**Lecturer:** The sheet you brought is wrong, and the $-1.3500\ E_h$ at the bottom is a wrong answer. Take me through it as you wrote it, so that we can find where it breaks. Start with the conventions.

**Student:** The system is the LiH molecule with the Li 1s core frozen, two valence electrons and two normalised real functions, Li 2s ($L$) and H 1s ($H$), in that order. I use closed-shell Hartree-Fock in atomic units. The density is $D=CC^\dagger$ over occupied spatial orbitals, so $DSD=D$ and $N=2\,\mathrm{Tr}\,DS$. The valence electronic energy, without the constant core-core repulsion, is

$$E=2\,\mathrm{Tr}\,hD+\mathrm{Tr}\,D\,G(D),\qquad G_{\mu\nu}=\sum_{\lambda\sigma}D_{\lambda\sigma}\,[\,2(\mu\nu|\lambda\sigma)-(\mu\lambda|\nu\sigma)\,]$$

for real $D$, so that $dE=2\,\mathrm{Tr}\,F\,dD$ with $F=h+G$.

Slater functions with typical exponents 0.65 and 1.0 at an approximate bond length of 3.015 bohr give the overlap $s=0.48$. The illustrative one-electron inputs are $h_{LL}=-0.46$, $h_{HH}=-0.83$, $h_{LH}=-0.40\ E_h$. The two-electron integrals are defined by the Mulliken approximation, $\chi_L\chi_H\to\tfrac{s}{2}(\chi_L^2+\chi_H^2)$, with illustrative $\gamma_{LL}=0.24$ and $\gamma_{LH}=0.25\ E_h$, and with $\gamma_{HH}=0.625\ E_h$, the self-repulsion of a hydrogen 1s density. For $D=cc^T$ exchange removes half of the Coulomb term, and

$$E=2c^Thc+\gamma_{LL}q_L^2+2\gamma_{LH}q_Lq_H+\gamma_{HH}q_H^2,\qquad q_\mu=(DS)_{\mu\mu}.$$

I start from the ionic guess $c_0=(0,1)^T$, where $E=-1.035\ E_h$.

**Lecturer:** All of that is sound. Now the wrong attempt.

**Student:** It has four lines.

(W1) Rotate with the real antisymmetric $X=x\begin{pmatrix}0&-1\\1&0\end{pmatrix}$, taking $D(x)=e^{-X}D_0e^{X}=D_0+[D_0,X]+\tfrac12[[D_0,X],X]+\dots$ with $[A,B]=AB-BA$. This gives $c=(\sin x,\cos x)^T$.

(W2) The gradient is $dE=2\,\mathrm{Tr}\,X(FD-DF)$. At the start $F_{LH}=h_{LH}+\tfrac s2(\gamma_{LH}+\gamma_{HH})=-0.190$ and $F_{HH}=h_{HH}+\gamma_{HH}=-0.205\ E_h$, so $dE/dx=4F_{LH}=-0.760\ E_h$.

(W3) With $n=1+s\sin2x$ the populations are $q_{L}=\tfrac12(n-\cos2x)$ and $q_{H}=\tfrac12(n+\cos2x)$, and in $E_h$

$$E=-1.29-0.37\cos2x-0.80\sin2x+0.34125\,n^2+0.1925\,n\cos2x+0.09125\cos^22x .$$

(W4) The minimum is at $x=0.696$, with $c=(0.6414,\,0.7672)^T$ and $E=-1.3500\ E_h$.

I do not see the fault. The matrix $e^{-X}$ is orthogonal, $D$ stays symmetric, $D^2=D$ all the way, and the energy went down at every step. Lower is better in a variational method.

**Lecturer:** Lower is better among admissible densities. What is the Mulliken charge on lithium?

**Student:** The population is $2q_L=1.295$ against a core charge of one, so the charge is $-0.295$. Negative lithium is odd, but Mulliken charges are often odd.

**Lecturer:** One of them may be. Their sum is fixed. Add the populations.

**Student:** $2(q_L+q_H)=2n=2.945$. I started with two electrons.

**Lecturer:** That is the symptom. The quantity $n$ in (W3) is $c^TSc=\mathrm{Tr}\,DS$, and it has grown to 1.472. For a rank-one density $DSD=c\,(c^TSc)\,c^T=nD$, so idempotency fails by the same factor. Your orbital holds 0.945 electrons more than the Pauli principle allows, and the energy fell because the extra charge is bound.

**Student:** But I checked idempotency, and the trace.

**Lecturer:** You checked $D^2=D$ and $\mathrm{Tr}\,D=1$. Those are the conditions for an orthonormal basis. Your start hides the difference, because $D_0=\mathrm{diag}(0,1)$ happens to satisfy both $D^2=D$ and $DSD=D$. The faulty line is (W1). Lines (W2) to (W4) are correct consequences of it. The damage appears at first order:

$$d\,\mathrm{Tr}\,DS=\mathrm{Tr}\,(DX-XD)S=\mathrm{Tr}\,X(SD-DS),$$

which vanishes for every $X$ only if $D$ commutes with $S$. At your start it gives $dN/dx=4s=1.92$.

**Student:** So where does $S$ go? I would have guessed that a unitary matrix is the safe choice.

**Lecturer:** What must be kept is $C^\dagger SC=1$, so the transformation $C\to UC$ needs $U^\dagger SU=S$. Take $U=e^{-XS}$ with $X^\dagger=-X$. Two facts do all the work. First, $(XS)^\dagger=-SX$, so $U^\dagger=e^{SX}$. Second, $S(XS)^k=(SX)^kS$ for every $k$, so $e^{SX}S=Se^{XS}$. Together they give $U^\dagger SU=Se^{XS}e^{-XS}=S$. Now define

$$D(X)=e^{-XS}\,D\,e^{SX}.$$

It has the form $UDU^\dagger$, so it is Hermitian. It is idempotent in the metric, since

$$D(X)\,S\,D(X)=UD\,(U^\dagger SU)\,DU^\dagger=U\,DSD\,U^\dagger=D(X).$$

The trace is kept, since $\mathrm{Tr}\,D(X)S=\mathrm{Tr}\,e^{-XS}DS\,e^{XS}=\mathrm{Tr}\,DS$.

**Student:** And the commutator series?

**Lecturer:** Put $tX$ for $X$ and differentiate. The result is $dD/dt=D(t)SX-XSD(t)=[D(t),X]_S$, with the S-commutator $[A,B]_S=ASB-BSA$. Each further derivative nests one more bracket, and the Taylor series at $t=1$ is

$$D(X)=D+[D,X]_S+\tfrac12[[D,X]_S,X]_S+\dots$$

The first-order energy follows by cyclic permutation under the trace:

$$dE=2\,\mathrm{Tr}\,F(DSX-XSD)=2\,\mathrm{Tr}\,X(FDS-SDF).$$

The factor 2 belongs to your closed-shell convention. With a spin-orbital density, where $dE=\mathrm{Tr}\,F\,dD$, it is absent. The matrix $FDS-SDF$ is anti-Hermitian, so the energy is stationary for all anti-Hermitian $X$ exactly when $FDS=SDF$.

**Student:** Every textbook on orbital rotations writes $e^{-\kappa}De^{\kappa}$ with plain commutators. Are they all wrong?

**Lecturer:** They work in an orthonormal basis. Go to the Löwdin basis with $\tilde D=S^{1/2}DS^{1/2}$ and $\tilde X=S^{1/2}XS^{1/2}$. Then $S^{1/2}[D,X]_SS^{1/2}=[\tilde D,\tilde X]$, and the formula above becomes $e^{-\tilde X}\tilde De^{\tilde X}$. The ordinary commutator is right for the tilded matrices, and you applied it to the untilded ones. An index count catches this before any arithmetic. $D$ and $X$ carry upper indices, like the coefficients. $S$, $h$ and $F$ carry lower indices, like the functions. A legitimate product contracts an upper index with a lower one, so $DSX$ and $FDS$ are allowed, while $DX$ and $D^2$ are not. $FD$ is allowed, but it has the pattern lower-upper and $DF$ has upper-lower, so their difference mixes unlike objects.

**Student:** In a large basis $X$ has far more elements than there are occupied-virtual pairs. Does the $S$ version sort that out?

**Lecturer:** With projectors. Let $P=DS$ and $Q=1-DS$, so $P^2=P$ and $PQ=0$, and $P^\dagger=SD$. Then

$$[D,X]_S=PX-XP^\dagger=PX(P^\dagger+Q^\dagger)-(P+Q)XP^\dagger=PXQ^\dagger-QXP^\dagger .$$

Split $X=(P+Q)X(P+Q)^\dagger$ into four blocks. The blocks $PXP^\dagger$ and $QXQ^\dagger$ have a vanishing S-commutator with $D$, so acting alone they leave $D$ unchanged to all orders. They mix occupied orbitals among themselves or virtual orbitals among themselves. The non-redundant part is

$$X_{\rm nr}=PXQ^\dagger+QXP^\dagger .$$

The gradient sees only this part, because $FDS-SDF=FP-P^\dagger F=Q^\dagger FP-P^\dagger FQ$. Combined with $X_{\rm nr}$, a redundant block does alter $D(X)$ from second order on, but it only relabels densities that a pure $X_{\rm nr}$ already reaches, so one projects it out. In your model the single real parameter is wholly non-redundant. For instance $PXP^T=c\,(c^TSXSc)\,c^T=0$ because $SXS$ is antisymmetric, and the virtual block vanishes in the same way.

**Student:** Let me redo it, then. With the same $X$,

$$-XS=x\begin{pmatrix}s&1\\-1&-s\end{pmatrix},\qquad (XS)^2=-x^2(1-s^2)\,\mathbf 1 .$$

The exponential sums in closed form. With $w=\sqrt{1-s^2}=0.8773$ and $\theta=wx$,

$$e^{-XS}=\cos\theta\,\mathbf 1+\frac{\sin\theta}{w}\begin{pmatrix}s&1\\-1&-s\end{pmatrix},\qquad c=\begin{pmatrix}\sin\theta/w\\ \cos\theta-s\sin\theta/w\end{pmatrix}.$$

So the orbital is $\cos\theta\,u+\sin\theta\,v$ with $u=\chi_H$ and $v=(\chi_L-s\chi_H)/w$.

**Lecturer:** And $v$ is the lithium function orthogonalised to the occupied orbital and normalised. The metric in the exponent builds the virtual orbital for you. Your first attempt mixed in the raw $\chi_L$, which contains a part $s$ of the orbital that was already full. Go on.

**Student:** The elements are $h_{uu}=-0.83$, $h_{uv}=(h_{LH}-sh_{HH})/w=-0.0018$ and $h_{vv}=(h_{LL}-2sh_{LH}+s^2h_{HH})/w^2=-0.3472\ E_h$. The lithium population per electron is $q=\sin^2\theta+(s/w)\sin\theta\cos\theta$ with $s/w=0.5472$, and now $q_H=1-q$. Then in $E_h$

$$E(\theta)=-1.035+0.9655\sin^2\theta-0.0073\sin\theta\cos\theta-0.75\,q+0.365\,q^2 .$$

The initial slope is $dE/dx=4(FDS-SDF)_{LH}=4(F_{LH}-sF_{HH})=-0.3664\ E_h$. The minimum is at $\theta=0.324$, or $x=0.370$, with $c=(0.3633,\,0.7735)^T$ and $E=-1.1133\ E_h$. The orbital energy is $\varepsilon=-0.331\ E_h$, the lithium population is 0.534, its charge is $+0.466$, and $N=2$ for every $\theta$.

**Lecturer:** Compare the two initial slopes.

**Student:** They differ by $4sF_{HH}=-0.3936\ E_h$. That is $dN/dx=1.92$ times $F_{HH}=-0.205\ E_h$, the energy per added electron.

**Lecturer:** Yes. The slip couples the molecule to an electron reservoir at zero energy, and 52 per cent of your initial gradient was the gain from drawing on it.

**Student:** I still think it can be patched. I divide $D$ by $n$ at the end and the electron count is right.

**Lecturer:** Try it. The one-electron part scales as $1/n$ and the two-electron part as $1/n^2$.

**Student:** At $x=0.696$ those parts are $-2.1429$ and $0.7929\ E_h$, and rescaling gives $-1.0896\ E_h$. That is admissible, and it lies above the true minimum.

**Lecturer:** Because the angle was chosen by minimising the wrong function. I grant you one thing. With one occupied orbital and two functions, minimising the rescaled energy along $x$ would find the right state, since every direction of $c$ is visited. That needs the derivative of the rescaled energy, which is no longer (W2). Evaluate (W2) at the correct solution, where $Fc=\varepsilon Sc$.

**Student:** Then $FD-DF=\varepsilon(SD-DS)$, whose $LH$ element is $\varepsilon s(c_H^2-c_L^2)$. The slope is $4\varepsilon s(c_H^2-c_L^2)=-0.297\ E_h$. A program using (W2) would walk away from the converged state.

**Lecturer:** And with several occupied orbitals the whole matrix $C^\dagger SC$ drifts away from the unit matrix, which a single scale factor cannot repair in general. Collect the sizes, measured from the exact restricted Hartree-Fock minimum of the model.

| | $N$ | charge on Li | $E/E_h$ | error$/E_h$ | error/eV |
|---|---|---|---|---|---|
| S-commutator | 2 | $+0.466$ | $-1.1133$ | 0 | 0 |
| ordinary commutator (wrong) | 2.945 | $-0.295$ | $-1.3500$ | $-0.237$ | $-6.44$ |
| wrong, rescaled at the end | 2 | $+0.120$ | $-1.0896$ | $+0.024$ | $+0.64$ |

**Student:** Can I quote the top row for LiH?

**Lecturer:** Only as the model's numbers, since the integrals are illustrative. The charge of $+0.466$ times the bond length gives a point-charge dipole of 3.6 D, where about 5.9 D is typical for the molecule. The model is therefore low by about two-fifths, in part because it has no Li 2p$\sigma$ function to carry charge towards hydrogen. The structure of the error does not depend on those inputs. From the ionic start the slip adds $4s$ electrons per unit of $x$ and a spurious slope $4sF_{HH}$, both vanishing when $s=0$. A test in an orthonormal basis therefore passes, and the checks that expose the slip are $\mathrm{Tr}\,DS$ and $DSD-D$ after the first step. At $s=0.48$ it costs this model 0.945 spurious electrons and an energy 6.44 eV below its variational minimum.